**Octahedral d⁸ terms at strong field: Tanabe-Sugano blocks and prediction of ³A₂ and the lower ¹E**

The table holds term energies and mean e-electron counts for eight d electrons in an octahedral field, from exact diagonalisation of a parametric ligand-field model (B = 990, C = 4730, 10Dq = 71050 cm⁻¹, no spin-orbit coupling). The program compares the nine known rows with the 2×2 Tanabe-Sugano blocks at three levels, unmixed, second order and exact, whose largest misses are 1793.7, 21.67 and 0.05 cm⁻¹. It fits the energy zero, 10Dq, B and C to those rows alone and also applies a sum rule, predicting ³A₂ at 0.03 ± 0.17 and the lower ¹E at 17297.9 ± 0.25 cm⁻¹, against computed values of 0.0 and 17297.9. Since the same matrices underlie the calculation, the agreement checks assignments and bookkeeping, not the model against nature. The blocks also give the slopes at this field, the bounds 14410 and 17380 cm⁻¹ for the lower ¹E, and the character of the lower ³T₁ at three field strengths; a scan over the field looks for the lowest singlet.

Terms of a d⁸ shell in an octahedral (Oh) field, from exact diagonalisation of a parametric ligand-field model without spin-orbit coupling; 10Dq = 71050 cm⁻¹, Racah B = 990 cm⁻¹ and C = 4730 cm⁻¹. Energies are relative to the lowest term, and "term e electrons" is the mean number of electrons in the cubic e pair.

## The fit in Python

```python
# Table: term energies (cm^-1 above the lowest) and mean e-electron counts of octahedral d8 from one exact
# ligand-field diagonalisation (Racah B, C, 10Dq; no spin-orbit). Tested: Tanabe-Sugano 2x2 blocks
# (unmixed, second order, exact) on the known rows, then prediction of the withheld rows.
T = {
    'term_symbol': ['3A2', '1E', '1A1', '3T2', '3T1', '1T2', '1T1', '3T1', '1E', '1T2', '1A1'],
    'term_energy': [0.0, 17297.9, 32966.3, 71050.0, 82367.3, 88267.1, 92390.0, 145632.7, 160552.1, 160632.9, 185363.7],  # cm⁻¹
    'term_e_electrons': [2.0, 2.0, 2.02, 3.0, 3.01, 3.0, 3.0, 3.99, 4.0, 4.0, 3.98],
}
HELD = [0, 1]  # rows withheld from the fit
import numpy as np
S = [str(s) for s in T['term_symbol']]
E = np.array(T['term_energy'], float); N = np.array(T['term_e_electrons'], float)
root = [S[:i].count(s) for i, s in enumerate(S)]
K = [i for i in range(len(S)) if i not in HELD]
P0 = np.array([0.0, 71050.0, 990.0, 4730.0])  # zero, 10Dq, B, C: run settings from the caption
def blocks(p):
    z, D, B, C = p
    return {'1E': (8*B+2*C, 2*D+9*B+2*C, 12**.5*B, 2, 4), '1T2': (D+8*B+2*C, 2*D+9*B+2*C, 12**.5*B, 3, 4),
            '3T1': (D+12*B, 2*D+3*B, 6*B, 3, 4), '1A1': (16*B+4*C, 2*D+18*B+5*C, 6**.5*(2*B+C), 2, 4)}
def model(p, mode='exact'):
    z, D, B, C = p; b = blocks(p); one = {'3A2': (0, 2), '3T2': (D, 3), '1T1': (D+12*B+2*C, 3)}; out = []
    for s, r in zip(S, root):
        if s in one:
            out.append(one[s]); continue
        a, c, V, n1, n2 = b[s]
        if mode == 'exact':
            w, v = np.linalg.eigh([[a, V], [V, c]]); out.append((w[r], n1*v[0, r]**2 + n2*v[1, r]**2))
        else:
            d = V*V/(c-a) if mode == 'second' else 0
            out.append(((a-d, c+d)[r], (n1, n2)[r]))
    o = np.array(out, float); return o[:, 0] + z, o[:, 1]
jac = lambda p: np.array([(model(p+h)[0]-model(p-h)[0])/2 for h in np.eye(4)]).T
U, P2, (X, NX) = model(P0, 'none')[0], model(P0, 'second')[0], model(P0)
name = lambda i: S[i] + (' ' + ('lower', 'upper')[root[i]] if S.count(S[i]) > 1 else '')
print(f"10Dq/B = {P0[1]/P0[2]:.1f}; rounding: energy 0.05 cm^-1, e count 0.005")
print("known rows, model minus table (cm^-1): unmixed, 2nd order, exact | e table, e model")
for i in K:
    print(f"{name(i):10s} {E[i]:9.1f} {U[i]-E[i]:+8.1f} {P2[i]-E[i]:+7.2f} {X[i]-E[i]:+6.2f} | {N[i]:.2f} {NX[i]:.4f}")
print(f"largest miss: unmixed {max(abs(U-E)[K]):.1f}, 2nd order {max(abs(P2-E)[K]):.2f}, exact {max(abs(X-E)[K]):.2f} cm^-1")
print("blocks (cm^-1): unmixed low, high, gap, V, V^2/gap, exact shift, admixed weight")
for s, (a, c, V, n1, n2) in blocks(P0).items():
    sh = np.hypot((c-a)/2, V) - (c-a)/2
    print(f"{s:4s} {a:8.0f} {c:8.0f} {c-a:8.0f} {V:8.1f} {V*V/(c-a):8.2f} {sh:8.2f} {100*sh/(c-a+2*sh):.3f} %")
for i, j in ((2, 10), (4, 7), (5, 9)):
    print(f"{S[i]} pair sum: table {E[i]+E[j]:.1f}, unmixed {U[i]+U[j]:.1f} cm^-1")
print(f"upper 1T2 - upper 1E = {E[9]-E[8]:.1f} = shifts {E[9]-U[9]:.1f} - {E[8]-U[8]:.1f} cm^-1")
p = np.array([100.0, 70000.0, 1000.0, 4500.0])
for _ in range(15):
    p = p + np.linalg.pinv(jac(p)[K]) @ (E[K] - model(p)[0][K])
F, NF = model(p); J = jac(p); bar = 0.05*np.abs(J @ np.linalg.pinv(J[K])).sum(1) + 0.05
print(f"fit on 9 known rows: zero {p[0]:+.2f}, 10Dq {p[1]:.2f}, B {p[2]:.3f}, C {p[3]:.3f} cm^-1")
print(f"fit largest residual {max(abs(F-E)[K]):.3f} cm^-1")
for i in HELD:
    print(f"{name(i)} energy, fit: {F[i]:.2f} +- {bar[i]:.2f}; computed {E[i]:.1f}; miss {F[i]-E[i]:+.2f} cm^-1")
    print(f"{name(i)} e count: {NF[i]:.4f} +- 0.005; computed {N[i]:.2f}; miss {NF[i]-N[i]:+.4f}")
sr = E[5] + E[9] - E[3] - E[8]
print(f"1E lower, sum rule: {sr:.1f} +- {5*0.05:.2f}; computed {E[1]:.1f}; miss {sr-E[1]:+.2f} cm^-1")
print(f"1E lower, unmixed 8B+2C: {U[1]:.1f}; miss {U[1]-E[1]:+.1f} cm^-1 ({100*(U[1]-E[1])/E[1]:.2f} %)")
print(f"1E lower, 2nd order: {P2[1]:.2f}; miss {P2[1]-E[1]:+.2f} cm^-1")
sl = jac(P0)[:, 1]
print("model slope dE/d(10Dq): " + ", ".join(f"{name(i)} {sl[i]:.4f}" for i in (1, 2, 4, 7)))
at = lambda D: model(np.array([0, D, P0[2], P0[3]]))
sing = [i for i, s in enumerate(S) if s[0] == '1']
print(f"model scan 10Dq 0-200000: lowest singlet never below {min(at(D)[0][sing].min() for D in np.linspace(0, 2e5, 201)):.0f} cm^-1")
print(f"bounds for 1E lower: 5B+2C = {5*P0[2]+2*P0[3]:.0f}, 8B+2C = {U[1]:.0f} cm^-1")
for D in (0.0, 1e4, P0[1]):
    e, n = at(D); print(f"model 10Dq {D:.0f}: 1E lower {e[1]:.0f} cm^-1, its e {n[1]:.3f}; 3T1 lower e {n[4]:.3f}")
assert max(abs(X-E)[K]) < 0.1
assert max(abs(NX-N)[K]) < 0.006
assert E[10]-U[10] > E[7]-U[7] > E[9]-U[9] > E[8]-U[8] > 0
assert all(abs(E[i]+E[j]-U[i]-U[j]) < 0.15 for i, j in ((2, 10), (4, 7), (5, 9)))
```

Printed output:

```
10Dq/B = 71.8; rounding: energy 0.05 cm^-1, e count 0.005
known rows, model minus table (cm^-1): unmixed, 2nd order, exact | e table, e model
1A1 lower    32966.3  +1793.7  -21.67  -0.04 | 2.02 2.0235
3T2          71050.0     +0.0   +0.00  +0.00 | 3.00 3.0000
3T1 lower    82367.3   +562.7   -5.11  -0.01 | 3.01 3.0089
1T2 lower    88267.1   +162.9   -0.36  +0.01 | 3.00 3.0023
1T1          92390.0     +0.0   +0.00  +0.00 | 3.00 3.0000
3T1 upper   145632.7   -562.7   +5.11  +0.01 | 3.99 3.9911
1E upper    160552.1    -82.1   +0.09  +0.05 | 4.00 3.9989
1T2 upper   160632.9   -162.9   +0.36  -0.01 | 4.00 3.9977
1A1 upper   185363.7  -1793.7  +21.67  +0.04 | 3.98 3.9765
largest miss: unmixed 1793.7, 2nd order 21.67, exact 0.05 cm^-1
blocks (cm^-1): unmixed low, high, gap, V, V^2/gap, exact shift, admixed weight
1E      17380   160470   143090   3429.5    82.19    82.15 0.057 %
1T2     88430   160470    72040   3429.5   163.26   162.89 0.225 %
3T1     82930   145070    62140   5940.0   567.81   562.71 0.889 %
1A1     34760   183570   148810  16436.1  1815.37  1793.74 1.177 %
1A1 pair sum: table 218330.0, unmixed 218330.0 cm^-1
3T1 pair sum: table 228000.0, unmixed 228000.0 cm^-1
1T2 pair sum: table 248900.0, unmixed 248900.0 cm^-1
upper 1T2 - upper 1E = 80.8 = shifts 162.9 - 82.1 cm^-1
fit on 9 known rows: zero +0.03, 10Dq 71049.97, B 990.001, C 4729.993 cm^-1
fit largest residual 0.035 cm^-1
3A2 energy, fit: 0.03 +- 0.17; computed 0.0; miss +0.03 cm^-1
3A2 e count: 2.0000 +- 0.005; computed 2.00; miss +0.0000
1E lower energy, fit: 17297.88 +- 0.15; computed 17297.9; miss -0.02 cm^-1
1E lower e count: 2.0011 +- 0.005; computed 2.00; miss +0.0011
1E lower, sum rule: 17297.9 +- 0.25; computed 17297.9; miss -0.00 cm^-1
1E lower, unmixed 8B+2C: 17380.0; miss +82.1 cm^-1 (0.47 %)
1E lower, 2nd order: 17297.81; miss -0.09 cm^-1
model slope dE/d(10Dq): 1E lower 0.0011, 1A1 lower 0.0235, 3T1 lower 1.0089, 3T1 upper 1.9911
model scan 10Dq 0-200000: lowest singlet never below 14410 cm^-1
bounds for 1E lower: 5B+2C = 14410, 8B+2C = 17380 cm^-1
model 10Dq 0: 1E lower 14410 cm^-1, its e 2.857; 3T1 lower e 3.800
model 10Dq 10000: 1E lower 16834 cm^-1, its e 2.049; 3T1 lower e 3.454
model 10Dq 71050: 1E lower 17298 cm^-1, its e 2.001; 3T1 lower e 3.009
```
